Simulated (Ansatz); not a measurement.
## Abstraction of H: C2H6ClGa + C3H5Te → C2H5ClGa + C3H6Te

Species: C2H6ClGa `C[CH2][GaH][Cl]`, singlet; C3H5Te `C=CC[Te]`, doublet; C2H5ClGa `C[CH2][Ga][Cl]`, doublet; C3H6Te `C=CC[TeH]`, singlet. A radical takes H: the energy is the difference in strength between the Ga–H bond broken and the Te–H bond made.

Shapes, held fixed at every level: PBE0-D4/def2-TZVP. Flexible molecules stand in one conformer, not always the lowest. Programs: Ansatz 0.2.0. Electronic energies: no zero-point or thermal term.

```tsv
level	kind	ΔE (kJ/mol)	less CCSD(T)/def2-TZVPP	CPU time (sum over the molecules)
HF/def2-SVP	Hartree–Fock	+64.8	+24.4	–
BHLYP-D4/def2-TZVPP	global hybrid	+40.6	+0.2	84 s
r2SCAN0-D4/def2-TZVPP	global hybrid	+36.2	-4.2	1.9 min
wB97X-V/def2-TZVPP	range-separated hybrid	+42.8	+2.4	2.9 min
B2PLYP/def2-TZVPP	double hybrid	+34.9	-5.5	1.8 min
MP2/def2-SVP	perturbation theory	+49.6	+9.2	–
CCSD(T)/def2-TZVPP	coupled cluster or CI	+40.4	0.0	79 min
```

The highest level, CCSD(T)/def2-TZVPP, gives ΔE = +40.4 kJ/mol; the levels span +34.9 to +64.8. The column of differences is taken from that level and isn't an error. No measured value is set beside it here. Open shells run unrestricted unless RO is named. For atoms past krypton def2 sets carry core potentials with scalar relativity. Relativity is left out for Ga unless named. Correlated rows may include outer-core shells of Ga, Te, which these sets cover unevenly. Times are processor times on shared x86 and Arm servers, and rough.

Hydrogen transfer from gallium to tellurium is uphill at every level, with +40.4 kJ/mol at CCSD(T)/def2-TZVPP: the Ga–H bond is the stronger one, and the gallium-centred radical should therefore take hydrogen from the tellurol exothermically. The main reason is the weak Te–H bond, in which the diffuse 5p orbital of tellurium overlaps poorly with the compact hydrogen 1s. The allyl double bond probably matters little, since a CH2 group separates it from the radical centre.

In the same def2-SVP basis, going from Hartree–Fock to MP2 lowers the energy from +64.8 to +49.6 kJ/mol. Correlation thus favours the products, probably because the new Te–H pair lies close to the tellurium lone pairs. The remaining gap to coupled cluster mixes basis-set and higher-order correlation effects, and can't be assigned to either alone. Spin–orbit coupling, absent from these energies, would probably stabilise the tellurium-centred radical, with its two close-lying 5p orbitals, more than the other species and make the abstraction still more endothermic.
